The naive picture is that a change of density functional moves the zero of the orbital ladder and leaves the rungs where they were. For isobutylalane it does the opposite: it pulls the ladder apart at the gap. Going from no exact exchange to full long-range exact exchange lowers the upper occupied levels by about 3.4 eV and raises the virtual levels by about 2.5 eV. The HOMO–LUMO gap more than doubles, from 4.72 to 10.50 eV, while spacings within each group change only by tenths of an eV. A 20 % hybrid goes about a fifth of the way.

Orbital energies of isobutylalane, C4H11Al (SMILES CC(C)[CH2][AlH2]), in the gas phase, computed with Ansatz 0.2.0 using B97M-V, B3LYP and wB97X-V with the def2-TZVPP basis at the PBE0-D4/def2-TZVP minimum. Index 0 is the HOMO and 1 the LUMO; orbitals are matched between functionals by their order in energy.

```
orbital index  B97M-V (eV)  B3LYP (eV)  wB97X-V (eV)  wB97X-V less B97M-V (eV)
           -7        -9.88      -10.68        -13.57                     -3.69
           -6        -9.80      -10.57        -13.38                     -3.58
           -5        -9.53      -10.29        -13.09                     -3.56
           -4        -8.87       -9.59        -12.29                     -3.42
           -3        -8.41       -9.10        -11.75                     -3.33
           -2        -8.18       -8.91        -11.55                     -3.37
           -1        -7.35       -8.04        -10.69                     -3.34
            0        -6.69       -7.32         -9.89                     -3.20
            1        -1.97       -1.48          0.61                      2.58
            2        -0.02        0.41          2.49                      2.51
            3         0.86        1.28          3.26                      2.40
```

The orbital index counts from the HOMO (0), negative downwards, and the last column, called the shift below, is the wB97X-V level less the B97M-V level. All three methods describe the same closed-shell state at the same geometry, so no relaxation enters. The share of exact exchange at long range, written a, is 0 for B97M-V, 0.20 for B3LYP and 1 for wB97X-V. At short range the shares are 0, 20 and 17 %.

The sign of the effect follows from standard theory. The exact energy is a straight line in the electron number between integers, that is, in the fractional occupation n of a frontier spin orbital between 0 and 1; carrying this over to deeper levels is an approximation. A semilocal functional leaves part of the orbital's repulsion with itself uncancelled, and this bends the line. A small conducting sphere of radius d that is charged with n electrons shows how:

E = (U/2)·n² = (U/2)·n − (U/2)·n(1 − n), with U = e²/(4πε₀d)

The last term is the sag below the straight line. By Janak's theorem the orbital energy is the slope dE/dn, and the sag contributes −(U/2)(1 − 2n) to it. For a filled orbital (n = 1) this is +U/2, so the level lies too high. For an empty one (n = 0) it is −U/2, so the level lies too low. Exact exchange removes the self-repulsion in proportion to its share, which sends occupied levels down and virtual levels up.

With e²/(4πε₀) = 14.4 eV·Å, steps of 3.4 and 2.5 eV correspond to d = 14.4/(2 × 3.4) = 2.1 Å and 14.4/(2 × 2.5) = 2.9 Å. These are molecular lengths, so the order of magnitude is right. The larger one falls to the empty orbitals, as expected if they are looser, but no orbital sizes were computed and the asymmetry also depends on the semilocal reference. The analogy goes no further. A sphere has no exchange hole, no correlation and no response of the other electrons, and d is not an orbital radius.

The rule of thumb is

ε ≈ ε(B97M-V) + a·s, with s = −3.4 eV (occupied) and +2.5 eV (virtual)

The two constants are the plain means of the shift over the eight occupied and the three virtual rows (−3.44 and +2.50 eV), rounded to one decimal. B3LYP played no part in fixing them.

For the HOMO, wB97X-V is estimated as −6.69 − 3.4 = −10.09 eV against −9.89 eV, which is 0.20 eV too low. B3LYP is −6.69 − 0.20 × 3.4 = −7.37 eV against −7.32 eV. For the LUMO, −1.97 + 2.5 = 0.53 eV stands against 0.61 eV, and −1.97 + 0.20 × 2.5 = −1.47 eV against −1.48 eV. Both rows entered the means, so only their B3LYP values are independent of the fit. The gap widens by a × 5.9 eV, which gives 4.72 + 5.9 = 10.62 eV and 4.72 + 1.18 = 5.90 eV, each about 1 % above the computed 10.50 and 5.84 eV.

Over the eleven rows the rule misses wB97X-V by 0.14 eV rms, or 0.16 eV when each row is left out of its own mean, where the uncorrected B97M-V levels are off by 3.2 eV rms. It misses B3LYP by 0.07 eV rms. The worst row is −7 for both, estimated too high by 0.29 and 0.12 eV. Rounding in the table accounts for only 0.01 eV of these misses, and rounding of the constants for at most 0.04 eV. A single constant used with both signs (3.18 eV, the mean size of all eleven shifts) triples the error to 0.44 eV rms, so two constants are needed.

The numbers rule out the short-range share as the scale of the shift. If the short-range share governed, B3LYP would move 20/17 = 1.18 times as far as wB97X-V. It moves 0.17 to 0.22 times as far, and from B3LYP to wB97X-V the HOMO still falls by 2.57 eV. That the ratio lands so close to 0.20 is probably part luck. wB97X-V reaches 100 % only at large electron–electron distance, which alone would push the ratio above 0.20, and the three semilocal parts differ as well. This B3LYP uses VWN-RPA correlation, which binds more strongly than the other common form. The ratio averages 0.21 for occupied and 0.18 for virtual rows, and these runs cannot tell which part of the functionals makes the difference. A common lowering of all B3LYP levels by about 0.05 eV, the direction in which VWN-RPA acts, would bring the two averages together within the table. It does not cover the four lowest valence levels described below, which deviate the other way.

The main residual is a drift with depth: the shift grows from −3.20 eV at the HOMO to −3.69 eV at row −7, as the sphere suggests for more tightly held orbitals. Rows −3 to −1 break the order by a few hundredths of an eV, too little to interpret. A least-squares line through the eight occupied rows gives

shift = −3.19 eV + 0.130·(ε − ε_HOMO), both energies from B97M-V

and brings the error over the table to 0.06 eV rms. Orbitals are paired by order alone, and with no symmetry to label them close neighbours such as rows −7 and −6, 0.08 eV apart in B97M-V, may have swapped.

The same calculations give levels outside the printed window, less closely checked, and these set the range. The depth line holds to 0.04 eV for indices −10 to −8, where the constant is already 0.3 to 0.4 eV short. For the four lowest valence levels, mainly carbon 2s by their number and energy, the shift flattens and reaches −4.20 eV at index −14. There the constant is 0.80 eV too high and the line 0.90 eV too low. Part of the flattening is what the form of the functional argues for: the long-range part of the Coulomb interaction levels off at short distance, so an orbital that is already compact gains little from shrinking further. That is not all of it. B3LYP has no range separation, yet its shift also shrinks here, from −0.79 eV at index −10 to −0.58 eV at −14, which points to the semilocal parts, the B97M-V reference among them. The B3LYP estimate stays within 0.11 eV through this whole region, but partly by cancellation: in the lowest levels the B3LYP shift is only about 0.14 of the wB97X-V shift, not 0.20.

In the core the rule fails outright. The aluminium 1s level moves up by 1.56 eV in wB97X-V, and the lowest carbon 1s level moves down by 2.32 eV in wB97X-V but up by 0.28 eV in B3LYP. Core energies are set at distances where the short-range share and the semilocal form decide, so a is the wrong variable.

Above the gap, the fall from 2.58 to 2.40 eV in the table does not continue. The next five shifts lie between 2.43 and 2.55 eV, so the constant holds for wB97X-V, while the B3LYP estimate there runs 0.15 to 0.20 eV high. The flatness may be an artefact of the basis. A positive level is unbound, and without diffuse functions its extent is fixed by the basis set. With diffuse functions the positive wB97X-V levels, the LUMO among them, can sink towards zero, and +2.5 eV should not be carried over.

In practice, the constants serve from about row −7 to the low virtuals, with roughly 0.3 eV allowed for a wB97X-V level and 0.1 to 0.2 eV for B3LYP, and the depth term extends the occupied side to index −10. They come from one conformer of one molecule, and the scaling with a was tested at one value and from one reference, so it should not be carried to other functionals unchecked. A screened hybrid such as HSE06 has a = 0 but keeps exact exchange over distances comparable to a small molecule, so its levels still move. A global hybrid with a large share has that exchange at short range too, so its occupied levels should fall further than a·s. For a neighbour the argument gives the direction: orbitals spread over a larger or conjugated frame should have smaller steps, and those of a smaller molecule larger ones. The rule converts one functional's levels into another's and says nothing by itself about accuracy. Theory favours the wB97X-V HOMO as the nearest to minus the vertical ionisation energy, and none of the three gaps is an optical gap, which is lowered by electron–hole attraction relative to the gap between ionisation and attachment.
